Two small molecules differ in a single atom. Each has a central atom, boron or aluminium, that holds a methyl group, an amino group and a chlorine. Which of their vibrations notice the exchange? And can the four rows marked with a question mark be worked out from the other rows and the zero-point energies in the caption?

Unscaled harmonic wavenumbers of CH₃–*(NH₂)Cl with * = B or Al, computed with Ansatz 0.2.0 at the PBE0-D4/def2-TZVP level, at minima found at the same level. Modes are numbered in rising order and matched between the molecules by number alone. The harmonic zero-point energies are 183.0 kJ/mol for B and 165.6 kJ/mol for Al.

```
mode  * = B (cm⁻¹)  * = Al (cm⁻¹)  Al over B
   1         120.5           57.8       0.48
   2         284.8          155.1       0.54
   3             ?              ?          ?
   4         422.0          205.5       0.49
   5             ?              ?          ?
   6         605.6          415.6       0.69
   7         608.7          464.2       0.76
   8         854.1          616.8       0.72
   9         865.0          654.0       0.76
  10         897.5          668.1       0.74
  11        1157.2          746.3       0.64
  12        1323.9          858.2       0.65
  13        1391.5         1225.1       0.88
  14        1452.1         1440.5       0.99
  15        1470.7         1443.5       0.98
  16        1631.1         1564.5       0.96
  17             ?              ?          ?
  18        3117.5         3124.4       1.00
  19        3128.9         3135.2       1.00
  20             ?              ?          ?
  21        3725.6         3703.5       0.99
```

**Two limits for the mass**

Consider first a vibration in which the central atom stays at rest. Its mass is then irrelevant, and if the local bonds keep their stiffness, the ratio Al over B is 1. The known modes from 14 upwards come close to this limit, with changes of about 4 % at most. By their usual ranges they are bending and stretching motions of the CH₃ and NH₂ groups, in which light hydrogens do most of the moving.

In the opposite limit the central atom does all the moving. Its mass rises by a factor of 27.0/10.8 = 2.5, and at fixed stiffness a wavenumber goes as one over the square root of the mass, so the ratio is

√(10.8/27.0) = 0.63.

No mode can fall further through mass alone. For any given motion of the atoms, the heavier centre raises the kinetic energy by at most a factor of 2.5, and this bound carries over to the modes counted in rising order.

Modes 1, 2 and 4 nevertheless lie at about half their boron values. Something besides mass must therefore have changed: the resistance to bending and twisting, or the geometry. Bonds to aluminium are longer than bonds to boron, which gives the attached groups a longer lever arm. The same stiffness against a change of angle then gives a weaker restoring force for a given sideways displacement. The wavenumbers show that mass is not enough, but they don't separate softer angles from longer arms. A twist about a bond is different, because a longer bond doesn't lengthen the arm there. Mode 1 is probably such a twist, of the methyl group, so a weaker resistance to twisting is the likelier cause in its case.

A row matches modes by their order, not by their motion. Mode 12 drops to 0.65 and mode 13 only to 0.88, but group ranges suggest that two motions have changed places here. In the aluminium molecule the stretch of the metal–nitrogen bond has probably sunk below the umbrella motion of the methyl group. The forecasts below are therefore forecasts of the third, fifth, seventeenth and twentieth wavenumber, whatever the atoms do in them.

**Modes 17 and 20: two bonds that share an atom**

Three C–H and two N–H bonds give five stretching modes, and these are the top five rows. Modes 18 and 19 fit the out-of-phase C–H stretches, and mode 21 the out-of-phase N–H stretch. That leaves the in-phase partners for modes 17 and 20. Their distance from the known modes follows from the recoil of the carbon or nitrogen atom.

Take the NH₂ group. If nitrogen were infinitely heavy and the two bonds had no direct coupling, each hydrogen would vibrate on its own and both stretches would coincide. A real nitrogen recoils. When both hydrogens move outwards together, their pulls on nitrogen partly cancel, because the bonds are more than 90° apart; when one moves out and the other in, the pulls reinforce each other. More recoil means a smaller effective mass and a higher wavenumber, so the in-phase stretch is the lower one.

For equal bonds at an angle θ, the squared wavenumber is proportional to

in phase: 1/m(H) + (1 + cos θ)/m(N)
out of phase: 1/m(H) + (1 − cos θ)/m(N)

where m is an atomic mass. With a rough, recalled value of −0.37 for cos θ, the two sums are

1/1.008 + 0.63/14.0 = 1.037
1/1.008 + 1.37/14.0 = 1.090

The square root of their ratio is 0.9755. Applied to mode 21 of the boron molecule, this gives 0.9755 × 3725.6 = 3634 cm⁻¹ for mode 20.

The methyl group works in the same way with three bonds. Here I add a small direct coupling between the C–H bonds, of about the size recalled for methane, which raises the in-phase stretch a little. The resulting factor is 0.973, applied to the mean of modes 18 and 19. I allow 30 cm⁻¹ either way for both groups, since the angles are rough and the N–H bonds may have a coupling of their own.

**Modes 3 and 5: what the zero-point energy leaves over**

Low modes mix bending and twisting of the whole framework, and no simple formula for two bonds will serve. Their order does help: mode 3 must lie between modes 2 and 4. I place it halfway, with half the gap as its limit on either side.

For mode 5 there is a better source. The harmonic zero-point energy is half the sum of all mode energies, so it already contains the four unknown modes, though only as a total. After subtraction of the known rows, the aluminium molecule has 7208 cm⁻¹ left for them. Taking away the three estimates made so far gives

7208 − 180 − 3045 − 3613 = 370 cm⁻¹.

The errors of those three estimates pass into mode 5, together with about 8 cm⁻¹ from the last printed digit of the energy. For boron they combine to √(69² + 30² + 30² + 8²) = 81 cm⁻¹.

The forecasts, in cm⁻¹, are:

Mode 3: B 353 ± 69, Al 180 ± 25
Mode 5: B 513 ± 81, Al 370 ± 50, and for Al not above mode 6
Mode 17: B 3038 ± 30, Al 3045 ± 30
Mode 20: B 3634 ± 30, Al 3613 ± 30

Modes 3 and 5 should thus fall strongly from boron to aluminium, while modes 17 and 20 should hardly change.

The withheld rows as computed:

```
mode  * = B (cm⁻¹)  * = Al (cm⁻¹)  Al over B
   3         337.1          177.7       0.53
   5         532.7          378.3       0.71
  17        3047.3         3045.8       1.00
  20        3623.1         3611.3       1.00
```

**What the computed values say**

All eight values lie within their ranges, though not all of these hits count equally. Mode 3 could not have left its range, because the order of the modes had set it. The halfway guess came out 16 cm⁻¹ too high for boron and 3 too high for aluminium. With a ratio of 0.53, mode 3 joins its neighbours below the mass limit.

The stretches are a fairer test of the recoil picture. For aluminium both forecasts are within about 1 cm⁻¹, closer than such rough angles deserve. For boron, mode 17 was put 9 cm⁻¹ too low and mode 20 was put 11 too high. The two N–H stretches of the boron molecule are therefore further apart than I assumed. The computed geometries show why: the H–N–H angle is a few degrees wider in the boron molecule than in the aluminium one, where it is close to the angle I assumed for both. At the wider angle the pulls on nitrogen cancel more completely in phase and reinforce each other more strongly out of phase. In the recoil formula this accounts for most of the boron miss.

Mode 5 was forecast 20 cm⁻¹ too low for boron and 8 too low for aluminium. The boron miss is mostly inherited: the other three estimates were together too high, and mode 5 had to pay for it. The aluminium miss comes largely from the last digit of the zero-point energy. Since the total was known beforehand, the four misses of a molecule nearly cancel and amount to only three independent tests.

Was the zero-point energy worth using? Placing mode 5 halfway between its neighbours gives practically the same forecast for boron. For aluminium it gives 311 cm⁻¹, against a computed 378, so there the energy balance removes most of the error. The gap between modes 4 and 6 is wide in both molecules, but only in the aluminium one does mode 5 lie close to its upper end.

The same balance shows where the exchange of the central atom is felt. The zero-point energy falls by 17.4 kJ/mol from boron to aluminium, and 14.7 of this comes from the modes up to 13 that were known from the start. The hydrogen stretches hold much of the zero-point energy but contribute little to the difference, because they hardly change. In this pair, nearly all of the difference sits in the first thirteen modes, where the framework moves, whole groups twist, rock and wag against it, or the methyl umbrella opens and closes.

The lowest of these modes also need the most care in use. Mode 1 is probably the rotation of the methyl group against the rest, a motion that a harmonic spring describes poorly. It adds little to the zero-point energy, but it weighs heavily in an entropy, and its error can carry over into an equilibrium constant worked out from these wavenumbers.

The output below lists forecasts, error bars and misses. The model had no constant adjusted to the table: it started from the known rows and the zero-point energies, and used recalled values for the angles and the C–H coupling.

Numerical output:

```
Lowest Al over B ratio that mass alone allows: 0.6325
Drop of zero-point energy from B to Al (kJ/mol): 17.4
Part of the drop from the known modes 1 to 13 (kJ/mol): 14.74
Part of the drop from the known modes 14 to 21 (kJ/mol): 0.6837
Rounding of the zero-point energy as a sum of modes (plus or minus, 1/cm): 8.359
Sum left for the four withheld modes, B (1/cm): 7539
Sum left for the four withheld modes, Al (1/cm): 7208
In-phase over out-of-phase CH stretch, model: 0.9729
In-phase over out-of-phase NH stretch, model: 0.9755
Forecast for modes 3, 5, 17, 20, B (1/cm): 353.4, 512.5, 3038, 3634
Error bar for modes 3, 5, 17, 20, B (1/cm): 68.6, 81.09, 30, 30
Computed modes 3, 5, 17, 20, B (1/cm): 337.1, 532.7, 3047, 3623
Forecast less computed, modes 3, 5, 17, 20, B (1/cm): 16.3, -20.17, -8.861, 11.04
Forecast for modes 3, 5, 17, 20, Al (1/cm): 180.3, 370.1, 3045, 3613
Error bar for modes 3, 5, 17, 20, Al (1/cm): 25.2, 50.05, 30, 30
Computed modes 3, 5, 17, 20, Al (1/cm): 177.7, 378.3, 3046, 3611
Forecast less computed, modes 3, 5, 17, 20, Al (1/cm): 2.6, -8.183, -0.9398, 1.281
Rival forecast for mode 5, midpoint of neighbours, B (1/cm): 513.8
Rival forecast for mode 5, midpoint of neighbours, Al (1/cm): 310.6
Sum of the four misses, B (1/cm): -1.689
Sum of the four misses, Al (1/cm): -5.242
```
